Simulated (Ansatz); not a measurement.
Ligand exchange: CH3Cl + SnH2(CH3)Cl → Cl2 + SnH2(CH3)2

Species: CH3Cl (chloromethane) `CCl`, singlet; SnH2(CH3)Cl, singlet; Cl2 (chlorine), singlet; SnH2(CH3)2, singlet. The partners trade CH3 for Cl: Cl–CH3 and Sn–Cl bonds give way to Cl–Cl and Sn–CH3.

Shapes, held fixed at every level: PBE0-D4/def2-TZVP. Programs: Ansatz 0.2.0. The zero-point and thermal change to 298 K, harmonic and unscaled (PBE0-D4/def2-TZVP), is -4.2 kJ/mol.

```tsv
level	kind	ΔH(298 K) (kJ/mol)	less CCSD(T)/def2-TZVPP	CPU time (sum over the molecules)
HF/def2-TZVPP	Hartree–Fock	+250.8	+36.0	–
PBE-D4/def2-TZVPP	GGA	+204.2	-10.6	15 s
r2SCAN-D4/def2-TZVPP	meta-GGA	+221.6	+6.8	29 s
B3LYP-D4/def2-TZVPP	global hybrid	+214.1	-0.7	24 s
r2SCAN0-D4/def2-TZVPP	global hybrid	+227.2	+12.4	26 s
MP2/def2-TZVPP	perturbation theory	+223.4	+8.6	–
CCSD(T)/def2-SVP	coupled cluster or CI	+229.1	+14.3	20 s
CCSD(T)/def2-TZVPP	coupled cluster or CI	+214.8	0.0	4.5 min
```

The highest level, CCSD(T)/def2-TZVPP, gives ΔH(298 K) = +214.8 kJ/mol; the levels span +204.2 to +250.8. The column of differences is taken from that level and isn't an error. No measured value is set beside it here. For atoms past krypton def2 sets carry core potentials with scalar relativity. Correlated rows may include outer-core shells of Sn, which these sets cover unevenly. Times are processor times on shared x86 and Arm servers, and rough.

The exchange is strongly endothermic at every level, as expected when two polar bonds to chlorine are given up for a weak Cl–Cl bond and a less polar Sn–C bond. Chlorine is oxidised from a chloride-like state to the element, while carbon and tin lose their electronegative partner. Lone-pair repulsion further weakens the bond in Cl2.

Hartree–Fock gives the largest endothermicity, so correlation favours the products, probably mainly through Cl2, where a compact σ bond lies between two sets of lone pairs. Adding exact exchange to r2SCAN likewise raises the enthalpy, from +221.6 to +227.2 kJ/mol.

Going from the smaller to the larger basis lowers the coupled-cluster value by 14.3 kJ/mol, more than the deviation of any density functional or of MP2 from the reference. This suggests that the remaining basis-set error could still matter on that scale. The sign and rough size of the enthalpy are therefore secure, but a ranking of the functionals is not, and the near-coincidence of B3LYP with coupled cluster may be partly fortuitous.
